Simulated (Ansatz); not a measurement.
# PIr2: the change of pressure with volume scale

Results calculated with Ansatz 0.2.0, not measured. Periodic Kohn-Sham DFT of a crystal at fixed atoms, scaled to volume_scale times the given cell; pressure positive in compression, energy less spherical unpolarised free atoms, largest_vzz the field gradient of largest size among the nuclei.

The cell before it is scaled or strained (space group Fm-3m, No. 225):
```
CELL_PARAMETERS angstrom
0.00000 2.76750 2.76750
2.76750 0.00000 2.76750
2.76750 2.76750 0.00000
ATOMIC_POSITIONS crystal
P 0.00000 0.00000 0.00000
Ir 0.25000 0.25000 0.25000
Ir 0.75000 0.75000 0.75000
```

Settings of every row: method frozen-core PAW; functional LDA; relativity scalar; k mesh 11x11x11; filling fermi-dirac; smearing width 0.05 eV; wave cutoff 420 eV; paw set soft_2.

Atom start moment: 0 on all atoms.

Limits: PAW files made with PBE; no spin-orbit coupling on heavy atoms.

| row | volume scale | V (Å³/atom) | pressure (GPa) |
| --- | --- | --- | --- |
| 1 | 0.94 | 13.283 | 16.309 |
| 2 | 0.98 | 13.848 | ? |
| 3 | 1 | 14.131 | -4.859 |
| 4 | 1.01 | 14.272 | -7.705 |
| 5 | 1.04 | 14.696 | -15.281 |

Question: what pressure should row 2 give?

Worked fit of pressure. Take u = (V_r/V)^(2/3) − 1 with V_r = 14.201 Å³ an atom, which is twice the finite (Eulerian) strain; such expansions in the strain, on which the Birch-Murnaghan equation of state is built, carry the rest volume and the bulk modulus. The shown rows have u = 0.04556, 0.0033, -0.00332, -0.02258. Least squares give pressure = −6.2936 + 430.515 × u + 1439.64 × u² GPa; a straight line predicts inner rows, each left out in turn, worse (root mean square 0.96 against 0.0039 GPa). The rows lie off it by 0.000, -0.002, 0.002, 0.000. The pressure vanishes at u = 0.0140, or V = 13.91 Å³ an atom, and there the bulk modulus at fixed shape and fractions is B = −V dP/dV = (2/3)(1 + u) dP/du = 318 GPa. The withheld row has u = 0.01692, so the fit gives −6.2936 + 430.515 × (0.01692) + 1439.64 × (0.01692)² = 1.403 GPa.

The calculation gave 1.374 GPa. The fit lies 0.029 GPa (2.1 % of the value, 0.092 % of the column's range) above it; its largest miss of a shown row is 0.002 GPa.
